**Question**

A triplet molecule H₂B–B, with both hydrogen atoms on the same boron, loses one electron while its atoms stay in place. The energy this costs is its vertical ionisation energy. The table gives the error of that energy at several levels of theory, relative to CCSDT(Q) in the same basis.

Errors in the vertical ionisation energy of triplet B₂H₂ to the doublet cation, from Ansatz 0.2.0 and AFQMC afq 1 (own program), with UHF determinants, the cc-pVTZ basis, frozen B 1s cores and a fixed PBE0/def2-TZVP geometry. ph-AFQMC/CISD is phaseless AFQMC with a CISD trial state; released AFQMC then lifts the phaseless constraint.

```
         level  this level less the reference (CCSDT(Q), same basis) (meV)  statistical noise, one standard error (meV)
            HF                                                      -701.0                                        0.000
           MP2                                                       -96.0                                        0.000
          CCSD                                                       -78.0                                        0.000
       CCSD(T)                                                       -15.0                                        0.000
         CCSDT                                                        -4.0                                        0.000
 ph-AFQMC/CISD                                                        -4.0                                        6.000
released AFQMC                                                         4.0                                        7.000
```

Correlation energy is what electrons gain by avoiding one another beyond the average repulsion of Hartree–Fock (HF). Three explanations of the errors are offered:

A. A small error shows that a level describes the correlation of the molecule well, so MP2 and CCSD describe it about equally well.

B. Whatever correlation energy a level lacks in the neutral molecule, a fixed share of it appears as error in the ionisation energy.

C. That share depends on how many electrons must avoid one another at once.

In the neutral molecule, the total energy lies above the reference by 5094 meV with HF, 1039 meV with MP2, 228 meV with CCSD and 8.2 meV with CCSDT. Use these shortfalls to decide between the explanations.

**Model answer**

An ionisation energy is the energy of the cation less that of the neutral. The neutral has one electron more and, as a rule, more correlation energy to lose. A level that leaves correlation out then places the neutral too high by more than the cation, and the ionisation energy comes out too small. Only the difference in correlation energy between the two counts; whatever they share cancels.

Explanation A overlooks this cancellation. In the neutral, MP2 falls short of the reference by 1039 meV and CCSD by only 228 meV. Yet going from MP2 to CCSD raises the ionisation energy by a mere 18 meV. Nearly all of MP2's extra shortfall must therefore be present in the cation too, and A is wrong.

Explanation B allows for cancellation but makes it the same at every level. The HF row, used here to set the share, gives 14 %. With that share CCSD should be wrong by −31 meV, whereas the table has −78 meV. The correlation that CCSD leaves out is tied much more closely to the departing electron than the average.

Explanation C can be turned into a simple count. Suppose the correlation of $n$ electrons is spread evenly over all groups of $n$ among the $N$ valence electrons. Any one electron belongs to a fraction $n/N$ of these groups, and its removal destroys that fraction of the energy. Here $N=8$, so pairs should lose 2/8 of their energy, triples 3/8 and quadruples 4/8.

CCSD treats mainly pairs, and its error comes from the larger groups. In the neutral, triples add 219.5 meV (the step from CCSD to CCSDT) and quadruples a further 8.2 meV. The estimate is

$$-\left(\tfrac{3}{8}\times 219.5+\tfrac{4}{8}\times 8.2\right)\approx -86\ \text{meV},$$

close to the computed −78 meV. The CCSD row was not used to adjust the count.

The same count fails for pairs. From HF to CCSD, the ionisation energy recovers only 13 % of what the neutral gains, about half the predicted 25 %. For the triples step the figure is 34 %, near the predicted 37.5 %. The numbers thus support C in its direction, while the even count gives about the right loss for triples but not for pairs. One such agreement does not show that the triples energy really is spread evenly. Nor is group size the whole story: the step from MP2 to CCSD mainly improves the description of pairs, yet only about 2 % of it reaches the ionisation energy.

The failure has a plausible cause in the orbitals. The neutral has three doubly occupied valence orbitals and two singly occupied ones. Two electrons in one orbital are forced close together, so their correlation is strong. If the electron leaves a singly occupied orbital, all three of these strong pairs survive. They may even gain some correlation, since the vacated orbital is now open to them. A PBE calculation of the neutral makes such a departure likely: its two highest occupied levels, at −5.8 and −6.5 eV, appear to be the singly occupied ones, and all others lie more than 2 eV deeper. The orbitals of the cation itself were not examined.

Lithium shows the same effect in a simpler form. Removing its outer electron leaves the inner pair intact, and with it nearly all the correlation energy. The comparison stops there: lithium's outer electron lies well outside the pair, whereas in H₂B–B it shares the valence region with the bonds and takes much more correlation with it.

Triples differ from pairs in one respect: the Pauli principle forbids three electrons in one orbital. A pair can be private to one bond, but a triple always involves a second orbital, often a singly occupied one. This would explain why the departing electron has a larger stake in triples, but the energies do not test it orbital by orbital.

**Remarks on the reasoning**

The useful habit is to ask which groups of electrons the ionisation breaks up, before asking how much correlation a method captures in total. If the electron leaves a strong pair behind, much of a method's error in that pair cancels. If it breaks such a pair, that protection is lost.

The argument should not be pushed to the two AFQMC rows. Both lie within 4 meV of the reference, but their noise is 6 to 7 meV, so neither their order nor their distance from CCSDT has a meaning. Agreement with the released walk was also a condition for accepting the reference, which makes it a weak independent test.

The output below compares the fixed share, set by the HF row, with the even count. Its line for the HF error in per cent is a thousand times too large, because meV were divided by eV; the correct value is −7.6 % of the reference ionisation energy of 9.236 eV.

Numerical output:

```
Energy missed against CCSDT(Q) in meV:
             row  neutral  cation (implied)  gap error  gap error if share fixed by HF
              HF     5094              4393       -701                            -701
             MP2     1039             942.8        -96                          -142.9
            CCSD    227.7             149.7        -78                          -31.33
         CCSD(T)    44.89             29.89        -15                          -6.177
           CCSDT     8.24              4.24         -4                          -1.134
   ph-AFQMC/CISD    12.49              8.49         -4                          -1.719
  released AFQMC    -0.68              3.32          4                         0.09357
HF ionisation energy in eV: 8.535
HF error in % of the reference gap: -7590
fixed share set by HF in %: 13.76
MP2 shortfall over CCSD shortfall in the neutral (ratio): 4.562
MP2 to CCSD, lowering of the neutral in meV: 811.1
MP2 to CCSD, rise of the gap in meV: 18
HF to CCSD, lowering of the neutral in meV: 4867
HF to CCSD, rise of the gap in meV: 623
share of pairs step in % (even spreading gives 25): 12.8
CCSD to CCSDT, lowering of the neutral in meV: 219.5
CCSD to CCSDT, rise of the gap in meV: 74
share of triples step in % (even spreading gives 37.5): 33.72
share of quadruples step in % (even spreading gives 50): 48.54
lowest quadruples share allowed by rounding in %: 42.48
highest quadruples share allowed by rounding in %: 54.61
CCSD gap error from even spreading in meV: -86.43
HF gap error from even spreading in meV: -1303
MP2 pair energy lost if pairs of like spin type are equal, in meV: 893
HF to MP2, rise of the gap in meV: 605
part of the triples step that (T) recovers in the neutral in %: 83.3
part of the triples step that (T) recovers in the gap in %: 85.14
```
